The naive picture of a metal atom on a crystal face has two parts. Each metal brings its own bond strength, and each kind of site shifts that strength by a fixed amount, whatever the metal. On this tin surface half of the picture holds. Moving an atom from the bridge to the top site costs 1.2 to 1.5 eV for all four metals, but moving it from the bridge to the hollow can gain 0.4 eV or lose 0.5 eV.

Ansatz 0.2.0, plane-wave PAW, scalar-relativistic PBEsol, 420 eV cutoff, 6×6×1 k mesh: one metal atom per 1×1 cell on a six-plane slab of diamond-structure Sn(100), relaxed from the start site with the lower three planes held. Adsorption energies are relative to the clean slab and a free spin-polarised atom; the Cu rows were run without spin polarisation.

```
adsorbate   start site  start site atoms  adsorption energy (eV)  shortest contact length (Å)  cell moment (μB)
       Co       bridge             Sn-Sn                  -3.483                        2.514              2.13
       Co  hollow over                Sn                  -3.567                        2.324              1.67
       Co          top                Sn                  -2.169                        2.378              2.04
       Cu       bridge             Sn-Sn                  -3.427                        2.511               n/a
       Cu  hollow over                Sn                  -2.896                        2.441               n/a
       Cu          top                Sn                  -2.197                        2.391               n/a
       Ru       bridge             Sn-Sn                  -4.004                        2.582              2.63
       Ru  hollow over                Sn                  -4.435                        2.470              0.91
       Ru          top                Sn                  -2.669                        2.442              2.25
        W       bridge             Sn-Sn                  -3.653                        2.710              3.97
        W  hollow over                Sn                  -3.455                        2.577              3.42
        W          top                Sn                  -2.133                        2.627              4.48
```

A more negative adsorption energy means stronger binding. The safest numbers here are differences between two sites of the same metal, because the energy of the separated metal atom then cancels. That energy is a weak point of density functionals of this kind for atoms with open shells, and its error differs from metal to metal. So the question is how each metal ranks its sites, and less which metal binds best.

**The part that works**

At the top site the metal atom stands on a single tin atom, and at the bridge it can bond to at least two. Giving up the extra contact costs 1.35 eV on average, and no metal is further than 0.17 eV from this mean. Copper, with its filled d shell, pays almost the same as cobalt with its open one. This suggests that the step is mostly a matter of the outer s electrons and the broken bonds of tin, which all four metals can use.

**The part that breaks**

The hollow has no common shift. Ruthenium gains 0.43 eV there relative to the bridge and copper loses 0.53 eV, while cobalt and tungsten lie between them. The average over the four metals is only 0.05 eV, but it is an average of large numbers with opposite signs. For scale, half an electronvolt is about twenty times the thermal energy at room temperature, so the break decides where an atom sits.

To size the break, the naive picture was fitted to all twelve rows, with one term for each metal and one for each site. For copper in the hollow the fitted terms add up as

$$E = -3.541 + 0.233 + 0.054 = -3.254\ \text{eV}.$$

The calculation gives −2.896 eV, so the model overbinds this row by 0.36 eV, although the row took part in the fit. Ruthenium in the hollow is missed by about 0.3 eV in the other direction. The typical miss over all rows is 0.18 eV, more than three times the hollow shift that the model claims to know. The printed output after this note gives the fit and the steps for each metal.

**Why the hollow is different**

The table places the hollow over a tin atom of a deeper plane, but does not say which plane or how deep the metal atom ends up. If it is the centre of the surface cell, the nearest tin atoms of the top plane are 3.27 Å away sideways. The shortest contacts of 2.3 to 2.6 Å would then be with tin further down, and the atom would have sunk into the open diamond lattice. If the site lies over the second plane instead, the atom sits between two tin atoms of the top plane, with a third below it. Either way it may have more tin within reach than at the bridge, and its d orbitals may overlap with tin more strongly.

Cobalt and copper give the clearest comparison. At the bridge their contacts with tin agree within 0.01 Å and their adsorption energies within 0.06 eV, and at the top site the energies are just as close. In the hollow cobalt binds more strongly by 0.67 eV, and its contact is 0.12 Å shorter. Two atoms that look alike at two sites part company at the third, so atomic size is a poor explanation for this pair. The close match in energy may be partly chance, since each value carries the error of its own free atom, but that error cannot make the two metals rank their sites differently.

The natural explanation is the d shell. When d orbitals mix with tin orbitals, they form bonding levels below and antibonding levels above. Cobalt has empty places in its d shell, so the antibonding levels stay partly empty and a net bond remains. In copper both sets are full and the gain is cancelled. Copper still binds through its outer s electron, but its full d shell is expected to add mainly repulsion where the overlap with tin is strong. The table shows the contrast between the two metals; this reading of it is standard bonding theory, not a separate result of the calculation.

**Why tungsten does not win**

By this argument a half-filled d shell should profit most, which points to tungsten. Yet tungsten binds 0.20 eV less in the hollow than at the bridge. One thing the argument leaves out is spin. If five d electrons all have the same spin, they fill the bonding and the antibonding levels of that spin alike, while the levels of the other spin stay empty. In the simplest picture neither set then gives a bond, though real empty d levels can still take some charge from tin.

A simple count puts this into a formula. A set of five d orbitals of one spin that holds $n$ electrons bonds in proportion to $n(5-n)$, which is zero when the set is empty or full. With $N$ d electrons in all and a magnetic moment $m$ in μB, the two spins together give

$$\tfrac{1}{2}\left[N(10-N)-m^2\right].$$

For $N$ I take 5 for tungsten, 7 for ruthenium, 8 for cobalt and 10 for copper. For $m$ I take the cell moment of the hollow row, as if it all sat in the d shell. For tungsten at the bridge, the run's own orbital analysis supports both choices: it finds 4.8 d electrons with a moment of 3.8 μB, close to the 3.97 μB of the whole cell. For the other metals they remain assumptions.

Tungsten serves as the worked case. Filling alone gives $5\times5=25$, the highest value of the four metals. Its moment of 3.42 μB takes away $3.42^2\approx 12$, which leaves the bracket at about 13. Ruthenium keeps only 0.91 μB in the hollow and stays near 20.

The count now puts ruthenium first, cobalt and tungsten together in the middle, and copper last at zero. The computed hollow steps put the metals in the same order, with cobalt ahead of tungsten. The count has no adjusted constant, but it does rest on assumed d electrons. With seven for cobalt and eight for ruthenium, cobalt would come out ahead of ruthenium. It also looks at the hollow alone, although d orbitals bond at the bridge too. Taken as a change from bridge to hollow, the count rises more for tungsten than for cobalt, which would put tungsten ahead, against the computed energies. So spin can weaken tungsten's d bonds, but this count does not explain why tungsten prefers the bridge.

Tungsten is the least settled case. It loses about half a μB on entering the hollow, much as cobalt does, and still binds less there, so a falling moment is no sure sign of a better site. It also has the longest contact with tin at every site, and a large atom may simply fit the hollow badly. The table cannot test that, so the cause of tungsten's loss stays open.

**How far to trust the numbers**

Ruthenium's gain depends on two very different magnetic states, with 2.63 μB at the bridge and 0.91 μB in the hollow. Only a light search for lower states was made. If the bridge has a better state that was missed, the gain shrinks. Copper was calculated without spin, which is reasonable for a filled d shell on a metallic slab but was not tested here.

The program also warned of a rough potential in regions of thin density. The warning covers all copper rows and the bridge and top rows of cobalt and ruthenium, but not their hollow rows. For those two metals the hollow step therefore compares a flagged run with a clean one, and the size of the effect is unknown. Cobalt's preference for the hollow, 0.08 eV, is best read as a tie. The PAW datasets were made for the functional PBE but used here with PBEsol, and the effect of that was not tested.

The surface itself is idealised. Real tin of this face pairs up its surface atoms into dimers, and a cell with one tin atom in each plane forbids that. The metal atoms meet unpaired tin bonds, which tends to make binding look too strong. They also form a full layer, with neighbours 4.6 Å apart, and each was held to the symmetry of its starting site, so a listed site need not be a true resting place.

**What to do about it**

For a first estimate on this slab, calculate the bridge and add about 1.35 eV to get the top site. This holds within 0.2 eV for these four metals and is untested for others. Do not carry a hollow energy over from one metal to another, not even between cobalt and copper, which agree so well elsewhere. Calculate bridge and hollow for each metal, and for those with an open d shell start from more than one magnetic moment.

Experience from close-packed metal surfaces can mislead here. There a metal atom usually settles in the hollow, because that site offers the most neighbours at little cost. On an open, covalently bonded lattice the hollow may ask the atom to move in among the tin atoms. Whether that pays differs from metal to metal. Copper's full d shell fits its large loss, but among the three metals with open shells the filling alone does not give the order, so each needs its own calculation.

The analysis program printed:

```
Steps from bridge and d-bonding count:
  row  energy_step_eV  moment_step_muB  N(10-N)  N(10-N)-m2
   Co               0                0       16       11.46
   Co          -0.084            -0.46       16       13.21
   Co           1.314            -0.09       16       11.84
   Cu               0                0        0           0
   Cu           0.531                0        0           0
   Cu            1.23                0        0           0
   Ru               0                0       21       14.08
   Ru          -0.431            -1.72       21       20.17
   Ru           1.335            -0.38       21       15.94
    W               0                0       25       9.239
    W           0.198            -0.55       25        13.3
    W            1.52             0.51       25        4.93
fit of en on 12 rows: constant -3.541 +/- 0.18, coefficient of where(isCu, 1, 0) 0.233 +/- 0.21, coefficient of where(isRu, 1, 0) -0.6297 +/- 0.21, coefficient of where(isW, 1, 0) -0.007333 +/- 0.21, coefficient of where(isH, 1, 0) 0.0535 +/- 0.18, coefficient of where(isT, 1, 0) 1.35 +/- 0.18; rms 0.178, worst Cu -0.358, leave-one-out rms 0.355
Mean step bridge to top, eV: 1.35
Spread of the step bridge to top over the metals, eV: 0.29
Mean step bridge to hollow, eV: 0.0535
Spread of the step bridge to hollow over the metals, eV: 0.962
Co less Cu, step bridge to hollow, eV: -0.615
Co less Cu, step bridge to top, eV: 0.084
Co less Cu, contact at bridge, angstrom: 0.003
Co less Cu, contact at hollow, angstrom: -0.117
Sideways distance from cell centre to top-plane Sn, angstrom: 3.271
Count N(10-N)-m2 for Co hollow if N is 7, not 8: 18.21
Count N(10-N)-m2 for Ru hollow if N is 8, not 7: 15.17
```
